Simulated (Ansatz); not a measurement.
# Calibrating HF/def2-TZVPP on molecular compounds of Si

The vertical ionisation energy (cation less neutral) in eV of 7 molecular compounds of Si: x at HF/def2-TZVPP, y at CCSD(T)/def2-TZVPP. Shapes, held fixed at every level: PBE0-D4/def2-TZVP. Flexible molecules stand in one conformer, not always the lowest. Programs: Ansatz 0.2.0.

| molecule | x (eV) | y (eV) |
| --- | --- | --- |
| Si3NH6Br (SMILES [SiH3]N([SiH3])[Si]Br) | 8.30 | 9.12 |
| CH3ClSSi (SMILES CS[Si]Cl) | 8.39 | 9.20 |
| Si(OH)(SH) | 8.41 | ? |
| Si(NH2)Cl | 8.55 | 9.43 |
| Si2H4O2 (SMILES O[Si]O[SiH3]) | 8.60 | 9.56 |
| Si(NH2)F | 8.76 | 9.69 |
| Si(OH)Br | 8.94 | 9.81 |

Question: Fit y = c + s·x to the known rows and predict y for Si(OH)(SH).

Answer: 
1. Means of the 6 rows: x = 8.5900, y = 9.468.
2. Σ(Δx)² = 0.2772, Σ(Δx·Δy) = 0.3144, so the slope is 0.3144/0.2772 = 1.1342.
3. Intercept: 9.468 − (1.1342) × 8.5900 = -0.275. The largest residual of the fit is 0.080.
4. Si(OH)(SH): -0.275 + 1.1342 × 8.41 = 9.26 eV.

CCSD(T)/def2-TZVPP gives 9.37 eV, so the prediction is off by -0.11 eV, more than the largest residual. Uncorrected, HF/def2-TZVPP misses Si(OH)(SH) by -0.96 eV, and the other rows by 0.88 on average. The line removes about 90 % of this miss. Left out in turn, the other rows are missed by 0.06 eV on average, so much of the error is systematic among these molecules. Cations run unrestricted. Relativity is left out for Br. Outer-core shells of Br are correlated, in sets that cover them unevenly.

Hartree-Fock places every ionisation energy too low, chiefly because the neutral molecule has one more electron pair than the cation and so loses more when correlation is neglected. These are divalent silicon compounds, silylenes, and the electron probably leaves mainly the s-rich lone pair on silicon. Correlation of that pair, including excitation into the low-lying empty silicon p orbital, would then be a shared part of the error, which explains why a simple correction removes most of it.

The remainder depends on the substituents and doesn't simply grow with the ionisation energy. Si(OH)Br has the highest value in both columns but not the largest miss, while Si(OH)(SH) lies near the low end of the Hartree-Fock scale yet needs a large correction, so the line undershoots it. The slope above one is therefore best read as an empirical fit to this set, not as a physical scaling law. Nothing here tests its transfer to tetravalent silicon compounds, where ionisation typically involves σ bonds or substituent orbitals.
